# Solution key: the $T_1[\xi\xi0]$ branch of bcc metals, from lithium to tungsten

**Problem.** A monatomic bcc crystal (cube edge $a$, atomic mass $M$) has central springs at their rest length, $k_1$ to the 8 first neighbours at $\frac a2(\pm1,\pm1,\pm1)$ and $k_2$ to the 6 second neighbours at $a(\pm1,0,0)$ and permutations. (a) Find the elastic constants. (b) Find the branches along $[\xi\xi0]$. (c) Describe the neighbourhood of the soft line. (d) Apply the results to Li, Na, K, Fe and W. (e) Explain the trend. (f) Size the neglected terms. (g) Discuss Li near its martensitic transition.

**Conventions.** The wave vector is $\mathbf q=(2\pi/a)(\xi,\xi,\zeta)$, so N lies at $(\frac12,\frac12,0)$ and P at $(\frac12,\frac12,\frac12)$. $T_1$ is polarised along $[1\bar10]$ and $T_2$ along $[001]$. Elastic constants are in Voigt notation, $C'=(C_{11}-C_{12})/2$, $A=C_{44}/C'$ is the Zener anisotropy ratio, and $\nu=\omega/2\pi$. The volume per atom is $\Omega=a^3/2$.

## (a) Elastic constants

A homogeneous strain $\varepsilon$ changes a bond $\mathbf R=R\,\mathbf n$ by $\delta R=R\,n_\alpha n_\beta\varepsilon_{\alpha\beta}$ to first order. Each bond is shared by two atoms, so the energy density is $\frac{1}{4\Omega}\sum_{\mathbf R}k\,\delta R^2$, and equating it to $\frac12C_{\alpha\beta\gamma\delta}\varepsilon_{\alpha\beta}\varepsilon_{\gamma\delta}$ gives

$$C_{\alpha\beta\gamma\delta}=\frac{1}{a^3}\sum_{\mathbf R}k\,R^2\,n_\alpha n_\beta n_\gamma n_\delta .$$

First shell: $R^2=3a^2/4$ and $n_x^4=n_x^2n_y^2=1/9$ for all 8 bonds, so each of $C_{11}$, $C_{12}$, $C_{44}$ receives $2k_1/3a$. Second shell: $n_x^4=1$ for two bonds and $n_x^2n_y^2=0$ for all, so only $C_{11}$ receives a term, $2k_2/a$. Hence

$$C_{11}=\frac{2k_1}{3a}+\frac{2k_2}{a},\qquad C_{12}=C_{44}=\frac{2k_1}{3a},\qquad C'=\frac{k_2}{a}.$$

The first shell drops out of $C'$ because the strain $\mathrm{diag}(\epsilon,-\epsilon,0)$ gives $\delta R\propto(\epsilon-\epsilon)/3=0$ on every $\langle111\rangle$ bond.

## (b) Branches along $[\xi\xi0]$

The dynamical matrix is

$$MD_{\alpha\beta}(\mathbf q)=\sum_{\mathbf R}k\,n_\alpha n_\beta\,(1-\cos\mathbf q\cdot\mathbf R).$$

On this line symmetry fixes the eigenvectors as $[110]$, $[1\bar10]$ and $[001]$, so $M\omega^2=\sum k\,(\mathbf e\cdot\mathbf n)^2(1-\cos\mathbf q\cdot\mathbf R)$ with $\mathbf e$ the unit polarisation. The first neighbours fall into two sets of four. The bonds $\pm(1,1,\pm1)$ join adjacent (110) planes and have $\mathbf q\cdot\mathbf R=\pm2\pi\xi$. The bonds $\pm(1,\bar1,\pm1)$ lie within a plane and have $\mathbf q\cdot\mathbf R=0$.

For $T_1$ the first set has $\mathbf e\cdot\mathbf n=0$ and the second has no phase difference. Every first-neighbour term is zero at every $\xi$: rigid (110) planes slide along $[1\bar10]$, perpendicular to all first-neighbour bonds between them. Four second neighbours, along $\pm x$ and $\pm y$, have $(\mathbf e\cdot\mathbf n)^2=\frac12$ and phase $\pm2\pi\xi$. With $1-\cos2\pi\xi=2\sin^2\pi\xi$,

$$M\omega_{T_1}^2=4k_2\sin^2\pi\xi .$$

For $T_2$ the interplanar first-neighbour bonds have $(\mathbf e\cdot\mathbf n)^2=\frac13$ and for $L$ they have $\frac23$, which gives

$$M\omega_{T_2}^2=\tfrac83k_1\sin^2\pi\xi,\qquad M\omega_L^2=\left(\tfrac{16}{3}k_1+4k_2\right)\sin^2\pi\xi .$$

Long-wave test: $q^2=8\pi^2\xi^2/a^2$ and $\rho=2M/a^3$ turn $\rho\omega^2=Cq^2$ into $M\omega^2=4aC\pi^2\xi^2$, which returns $C'=k_2/a$ for $T_1$ and $C_{44}=2k_1/3a$ for $T_2$, as in (a). In terms of elastic constants,

$$\nu_{T_1}(N)=\frac1\pi\sqrt{\frac{aC'}{M}},\qquad \frac{\nu_{T_1}}{\nu_{T_2}}=\sqrt{\frac{3k_2}{2k_1}}=A^{-1/2}.$$

*Common slips:* placing N at $\xi=1$, and counting all six second neighbours.

## (c) The valley around the soft line

For $k_2=0$ and $k_1>0$ a zero frequency needs every term of the sum to vanish. Any three of the four bond directions are linearly independent, so $\mathbf e$ is perpendicular to at most two of them, and the other two need $\mathbf q\cdot\mathbf R$ equal to a multiple of $2\pi$. Two conditions on three components leave lines, namely the $\langle\xi\xi0\rangle$ lines and their reciprocal-lattice translates.

The plane $(\xi,\xi,\zeta)$ is a mirror plane, and $[1\bar10]$ remains an exact eigenvector in it. The bonds $\pm(1,\bar1,\pm1)$, with $(\mathbf e\cdot\mathbf n)^2=\frac23$, now carry the phase $\pm\pi\zeta$:

$$M\omega^2=4k_2\sin^2\pi\xi+\tfrac{16}{3}k_1\sin^2\frac{\pi\zeta}{2}.$$

The floor of the valley is set by $k_2$ and its walls by $k_1$. Moving from N towards P, $\omega^2$ doubles at

$$\zeta^*=\frac2\pi\arcsin\frac{1}{\sqrt{2A}} .$$

## (d) Five metals

The inputs are typical, approximate values: near 80 K for the alkali metals and at room temperature for Fe and W.

| | $a$ (nm) | $M$ (u) | $C_{11}$ (GPa) | $C_{12}$ (GPa) | $C_{44}$ (GPa) |
|---|---|---|---|---|---|
| Li | 0.349 | 6.94 | 14.8 | 12.5 | 10.8 |
| Na | 0.424 | 22.99 | 8.2 | 6.8 | 5.8 |
| K | 0.525 | 39.10 | 4.1 | 3.4 | 2.6 |
| Fe | 0.287 | 55.85 | 230 | 135 | 117 |
| W | 0.316 | 183.84 | 523 | 204 | 161 |

The two springs are fitted to the two shear constants, $k_1=\frac32aC_{44}$ and $k_2=aC'$, so the initial slopes of both transverse branches are inputs. For Li, carrying a third figure through the steps: $C'=1.15$ GPa, $k_2=0.401$ N/m, $k_1=5.65$ N/m, $M=1.152\times10^{-26}$ kg, $\omega^2(N)=4k_2/M=1.39\times10^{26}\ \mathrm{s^{-2}}$, $\omega=1.18\times10^{13}\ \mathrm{s^{-1}}$ and $\nu=1.88$ THz. All entries below are computed from unrounded intermediate values, and the frequencies are the model's.

| | $C'$ (GPa) | $k_1$ (N/m) | $k_2$ (N/m) | $k_2/k_1$ | $A$ | $\nu_{T_1}(N)$ (THz) | $\nu_{T_2}(N)$ (THz) | $\nu_{T_1}/\nu_{T_2}$ | $\zeta^*$ |
|---|---|---|---|---|---|---|---|---|---|
| Li | 1.15 | 5.7 | 0.40 | 0.071 | 9.4 | 1.9 | 5.8 | 0.33 | 0.15 |
| Na | 0.70 | 3.7 | 0.30 | 0.080 | 8.3 | 0.89 | 2.6 | 0.35 | 0.16 |
| K | 0.35 | 2.0 | 0.18 | 0.090 | 7.4 | 0.54 | 1.5 | 0.37 | 0.17 |
| Fe | 47.5 | 50 | 14 | 0.27 | 2.5 | 3.9 | 6.1 | 0.64 | 0.30 |
| W | 159.5 | 76 | 50 | 0.66 | 1.0 | 4.1 | 4.1 | 1.00 | 0.50 |

Two figures are the limit. Rounding of $\pm0.05$ GPa in each of $C_{11}$ and $C_{12}$ moves $C'$ by up to 0.05 GPa, which is 4 % for Li and 14 % for K, and moves $\nu_{T_1}$ by half as much, 2 % and 7 %.

## (e) The trend

The formula factorises into a scale and a shape, $\nu_{T_1}(N)=\nu_{T_2}(N)\,A^{-1/2}$. The scale $\frac1\pi\sqrt{aC_{44}/M}$ contains the strong spring and the mass. The shape contains $k_2/k_1=2/(3A)$ alone.

*Within the alkali metals* the shape hardly changes, and $T_1$ lies at about one third of $T_2$. The fall of $\nu_{T_1}(N)$ from Li to K by a factor 3.5 is the product of 2.4 from $\sqrt{M_{\rm K}/M_{\rm Li}}$ and 1.5 from the square root of the ratio of the $k_2$. These metals sit close to the nearest-neighbour limit: $C_{11}$, $C_{12}$ and $C_{44}$ are of similar size, as $C_{11}=C_{12}=C_{44}$ at $k_2=0$ suggests, and $C'$ is a small difference. A change of 1 % in $C_{11}$ alone changes $C'$ by $C_{11}/(C_{11}-C_{12})$ per cent, which is 6.4 % for Li and 1.6 % for W.

*From Li to W* the shape dominates. The mass grows by a factor 26 and $k_1$ by only 13.5, so $\nu_{T_2}(N)$ falls from 5.8 to 4.1 THz. The constant $k_2$ grows by a factor 126, so $\nu_{T_1}(N)$ rises by a factor 2.2. At $k_2/k_1=2/3$ the crystal is elastically isotropic and the two transverse branches coincide along the whole line, which is nearly the case for the W inputs. Fe lies between the two regimes.

*The valley* narrows as $\zeta^*\approx\sqrt{2/A}/\pi$ for large $A$. In the alkali metals $\omega^2$ doubles about a third of the way from N to P, so the soft modes form narrow channels along $\langle110\rangle$. In W the doubling needs the whole distance.

The square root makes the response weak: a ninefold anisotropy lowers the frequency ratio only threefold.

## (f) Neglected terms

**Tangential force constants.** The model forces $C_{12}=C_{44}$, and the third input does not obey this. The site symmetry of $\langle111\rangle$ and $\langle100\rangle$ bonds allows one radial constant $k_i$ and one tangential constant $\beta_i$ per shell, so $k_i\,\mathbf n\mathbf n^T+\beta_i(1-\mathbf n\mathbf n^T)$ is the general two-shell Born–von Kármán model. Repeating the sums of (b) and reading the constants from the long-wave slopes gives

$$aC'=k_2+2\beta_1+\beta_2,\qquad aC_{44}=\tfrac23k_1+\tfrac43\beta_1+2\beta_2,\qquad a(C_{12}-C_{44})=-4(\beta_1+\beta_2).$$

For a pair potential $V(r)$, $\beta_i=V'(r_i)/r_i$, and zero pressure demands $8\beta_1\cdot\frac34a^2+6\beta_2a^2=0$, so that $\beta_2=-\beta_1$, the Cauchy relation holds and $aC'=k_2+\beta_1$. A first shell under tension stiffens $T_1$ and one under compression softens it, which is why the zero in (b) requires unstressed springs.

The inputs give $(C_{12}-C_{44})/C'=1.5$, 1.4, 2.3, 0.38 and 0.27 for Li, Na, K, Fe and W. In the alkali metals the omitted term exceeds the quantity under study. For Li, $\beta_1+\beta_2=-0.15$ N/m. Assigning it wholly to the second shell gives a radial $k_2=0.55$ N/m, and wholly to the first shell 0.70 N/m, against the tabulated 0.40 N/m, while $k_1$ moves by less than a tenth. The column $k_2$ is therefore the effective combination $k_2+2\beta_1+\beta_2$. The transverse frequencies survive unchanged: both shells reach no farther than the adjacent (110) plane, so $M\omega_{T_1}^2=4aC'\sin^2\pi\xi$ and $M\omega_{T_2}^2=4aC_{44}\sin^2\pi\xi$ hold for any two-shell constants.

**Longer range.** A central third-shell spring along $a\langle110\rangle$ adds $4k_3\sin^2\pi\xi$ to $T_1$ and keeps the sine. Coupling to the second plane changes the shape:

$$M\omega_{T_1}^2=4\Phi_1\sin^2\pi\xi+4\Phi_2\sin^22\pi\xi,\qquad aC'=\Phi_1+4\Phi_2,\qquad M\omega^2_{T_1}(N)=4(aC'-4\Phi_2).$$

A central fourth-shell spring along $\frac a2\langle311\rangle$ gives $\Phi_2=\frac{8}{11}k_4$. For Li an illustrative $|\Phi_2|=0.01$ N/m, only 0.2 % of $k_1$, shifts $\omega^2(N)$ by 10 % at fixed $C'$. Screened interactions in metals extend over several shells, so the zone-boundary value of $T_1$ is the least secure entry for the soft metals.

**Finite amplitude.** The zero of the first-neighbour branch is a harmonic statement. In the N-point pattern alternate planes move by $\pm u$, and at fixed cell the interplanar first-neighbour bonds lengthen by $2u^2/r_1$ with $r_1=\sqrt3a/2$. Two such bonds per atom give $16k_1u^4/3a^2$, beside the harmonic $2k_2u^2$. The two are equal at $u=a/(2\sqrt A)$, which is $0.16a$ or 0.057 nm for Li. This geometric term omits the intrinsic anharmonicity of real bonds.

## (g) Lithium near the transition

On cooling, bcc Li typically begins to transform at roughly 70 to 80 K into close-packed structures with stacking faults, often described by the nine-layer 9R sequence. The (110) planes are the densest planes of bcc and become the close-packed layers. In the Burgers path from bcc to hcp, the shuffle of alternate planes is the $T_1$ mode at N, accompanied by a homogeneous strain. The branch derived above is thus the low-energy direction of the transformation.

Its thermal weight follows from $x=h\nu/k_BT$ and the entropy of a harmonic mode,

$$\frac{s}{k_B}=\frac{x}{e^x-1}-\ln\left(1-e^{-x}\right).$$

The model gives $h\nu_{T_1}(N)/k_B=90$ K for Li. At 80 K, $x=1.13$, the occupation is 0.48 and $s=0.93\,k_B$. For $T_2(N)$, $x=3.45$, the occupation is 0.033 and $s=0.14\,k_B$, smaller by a factor 6.4. The soft channels are still thermally active where the stiff zone-boundary modes are largely frozen out. This is the content of Zener's argument (1947) that the low $C'$ shear supplies vibrational entropy favouring bcc at high temperature. The term $-Ts$ shrinks quickly once $T$ falls below $h\nu_{T_1}/k_B$, a scale that the model puts at 43 K for Na and 26 K for K.

Three limits complete a full answer. First, the input $C'$ is small but positive at 80 K, so the harmonic bcc lattice is stable there and the branch is not driven to zero. The transition is a first-order crossing of free energies. Second, the sine rises monotonically from $\Gamma$ to N, passing 1.6 THz at $\xi=\frac13$, so the two-shell model selects no intermediate wave vector and no stacking period. Third, the model holds no information on the energy of the close-packed phase. Na typically transforms in part below roughly 35 K and K is typically found to stay bcc at ambient pressure, while their values of $A$, 8.3 and 7.4, differ by less than the rounding spread of the K input. A large $A$ marks an easy path for the transformation and leaves open whether it is taken. For Li the model's statement is limited to a $T_1$ branch of sine shape that reaches about 1.9 THz at N, one third of the $T_2$ frequency.